The energy in this table is the energy per atom of an InP crystal squeezed to a chosen volume, counted from the minimum of a curve fitted to energy against volume. It comes from density-functional theory at the gradient-corrected (GGA) level. The crystal keeps its zinc-blende shape while all distances are scaled together, and the atoms don't vibrate.

Zinc-blende InP, computed with ABINIT 10.8.3 using BP86 without spin polarisation, spin–orbit coupling or a dispersion correction. The runs use JTH PAW PBE v2.0 sp datasets (valence electrons: In 3, P 5), a 544 eV plane-wave cutoff, an 8×8×8 k mesh and 0.05 eV Fermi–Dirac smearing. Energies are counted from the minimum of the fitted energy–volume curve.

| volume (Å³/atom) | energy (meV/atom) |
| --- | --- |
| 23.66 | 124.36 |
| 24.16 | 89.23 |
| 24.66 | 60.98 |
| 25.17 | 38.88 |
| 25.67 | 22.28 |
| 26.17 | 10.64 |
| 26.68 | 3.46 |

The energy falls at every step towards larger volume, and each fall is smaller than the one before. Read in the other direction, the first squeeze from the largest cell costs 7.18 meV/atom, and the last, of the same size, costs 35.13. The last row still lies 3.46 meV/atom above zero because the fitted minimum is at 27.37 Å³/atom, outside the table. All seven cells are therefore compressed, and the falling energy is the release of that compression.

**Why each squeeze costs more**

In zinc blende every atom has four neighbours at the corners of a regular tetrahedron. Symmetry holds the atoms at these sites, so uniform compression can't be relieved by bending or by shifting one kind of atom against the other. Every In–P bond has to shorten by the same fraction. The energy can thus be followed along a single length, the In–P bond, although more distant neighbours also contribute to it.

At the minimum, the forces that pull the atoms together and those that push them apart cancel, so a very small squeeze costs almost nothing. Once the crystal is compressed it pushes back, and the next squeeze works against that pressure. The work is the pressure times the loss of volume. In the costliest step the pressure rises from 10.03 to 12.33 GPa, with a mean of 11.18 GPa, and the energy difference divided by the volume step gives the same value. The computed pressures do lie slightly below the true slope of the energies, a known effect of the limited plane-wave basis, but only by a few hundredths of a GPa.

**How far a simple spring goes**

In the limit of small compression any smooth bond behaves as a spring. Let $V$ be the volume per atom, $V_0$ its value at the minimum, and $x=(V/V_0)^{1/3}$ the bond length relative to its relaxed value. A spring has the energy $E=\tfrac12K(x-1)^2$. Its constant $K$ follows from the bulk modulus $B_0=V_0\,d^2E/dV^2$ at the minimum: since $dx/dV=1/(3V_0)$ there, $K=9B_0V_0$, and

$$E=\tfrac92\,B_0V_0\,(x-1)^2 .$$

For the smallest cell, the bond is 2.486 Å long against 2.610 Å at the minimum, so $x=0.9525$. The fitted bulk modulus is 59.6 GPa, or 0.372 eV/Å³. This gives

$$E=\tfrac92\times0.372\times27.37\times(0.0475)^2\ \text{eV}\approx103\ \text{meV/atom}.$$

The calculation gives 124 meV/atom, so the spring accounts for 83 % of the cost. In the largest cell it accounts for 97 %, and its share falls steadily in between, as the output below shows. Both $B_0$ and $V_0$ come from an equation-of-state fit to these same seven energies, the worked row included. The comparison therefore tests the shape of the curve, and it shows that the bond gets harder to shorten as it shortens.

The resistance to compression shows the same stiffening. The local bulk modulus, taken from the change of pressure between neighbouring cells, rises from 70.5 GPa at the large end to 109 GPa at the small end. A perfect spring in the bond length would also give a rise, through the geometry that links length and volume, but only of about a tenth. Over the whole series the bond shortens by only 4 %.

**Where the stiffening comes from**

The stiffening is expected from the way the parts of the energy grow as the bonds shorten. If the valence density simply shrank with the lattice, its kinetic energy would rise as one over the square of the bond length, whereas electrostatic attraction would grow only as one over the length. The valence electrons are also pushed against the filled cores of neighbouring atoms, which adds an even steeper repulsion. The repulsive side therefore gains on the attractive side with every squeeze. The rate at which the bulk modulus grows with pressure gives a rough measure. In theory it is 1 for the spring and 3 for an energy made only of the two power laws, while the fit gives 4.8. The two power laws are therefore not enough, and a steeper repulsion such as that of the cores is needed. Naming the cores as its source is standard theory of bonding; these runs don't isolate that part.

The same reasoning serves for another crystal of this structure. The product $B_0V_0$ sets the cost of a given small fractional shortening, and a stiffening bond pushes the true cost above the spring value under strong compression.

**What to do about it**

The starting cell of the calculation, at 25.17 Å³/atom, is close to the measured crystal, yet here it is under 6.1 GPa of pressure. The fitted minimum lies 8.8 % higher in volume. GGA functionals tend to make such semiconductors too large, but this excess is bigger than PBE usually gives. Three choices may contribute, and these runs can't separate them: the BP86 functional itself, the 4d electrons of indium frozen in the core, and atomic datasets made for a different functional, PBE. Repeating the run with the 4d electrons treated as valence would test the part played by the frozen core.

The minimum should also be bracketed before its numbers are used. The volume, the bulk modulus and the zero of energy all rest on extending the curve 0.70 Å³/atom past the last cell. A few cells between about 27 and 30 Å³/atom would turn that extension into an interpolation. At the other end, the two smallest cells are above 10 GPa, roughly the pressure at which real InP changes to the rocksalt structure. That doesn't mean the real crystal would change at these volumes. The calculation overstates the pressure at a given volume: the starting cell, close to the measured crystal, should be near zero pressure, not at 6.1 GPa.

The choice of cell matters beyond the energy. In InP, shorter bonds push the antibonding states at the bottom of the conduction band away from the bonding states at the top of the valence band. As the bonds lengthen again, the gap found on the mesh falls from 0.72 eV in the starting cell to 0.38 eV in the largest one. Relaxing the crystal fully at this level would narrow it further if the trend continues. The gap of InP is direct at the zone centre, and the outputs don't say whether the mesh contains that point. GGA gaps are also too small and spin–orbit coupling is left out, so the change with volume is the lesson here, not the values themselves. A band calculation should therefore state its lattice constant, and a gap that changes after relaxation should first be checked for a change of volume.

Printed output of the fit:

```
Cells and steps (each step runs from this row to the next smaller volume):
    row  bond_A  pressure_GPa  step_cost_meV  mean_pressure_from_energy_GPa  local_bulk_modulus_GPa
  23.66   2.486         12.33            n/a                            n/a                     n/a
  24.16   2.504         10.03          35.13                          11.18                   109.3
  24.66   2.521         7.957          28.25                          8.992                   100.3
  25.17   2.538         6.102           22.1                          7.035                   91.85
  25.67   2.555          4.44           16.6                          5.284                   83.92
  26.17   2.571         2.946          11.64                          3.705                   76.93
  26.68   2.588         1.603           7.18                          2.286                   70.51
Spring in the bond length against the calculation:
    row  spring_meV  computed_meV  spring_share_percent  growth_of_step_cost_meV  gap_on_mesh_eV
  23.66       103.2         124.4                 82.97                      n/a           1.087
  24.16       76.08         89.23                 85.26                      n/a          0.9636
  24.66       53.38         60.98                 87.54                     6.88          0.8426
  25.17       34.92         38.88                 89.83                     6.15           0.724
  25.67       20.53         22.28                 92.16                      5.5          0.6078
  26.17       10.06         10.64                 94.51                     4.96           0.494
  26.68       3.342          3.46                 96.59                     4.46          0.3829
Energy cost from largest to smallest cell, meV/atom: 120.9
Costliest step over cheapest step, ratio: 4.893
Energy missed by the spring at the smallest cell, meV/atom: 21.17
Shortening of the bond from largest to smallest cell, percent: 3.926
Bond length at the fitted minimum, angstrom: 2.61
Cubic lattice constant at the fitted minimum, angstrom: 6.027
Fitted minimum beyond the largest cell, angstrom^3/atom: 0.6954
Fitted volume above the given cell, percent: 8.763
Fitted bond length above the given cell, percent: 2.84
Energy of the given cell above the fitted minimum, meV/atom: 38.88
Number of cells at pressures above 10 GPa: 2
```
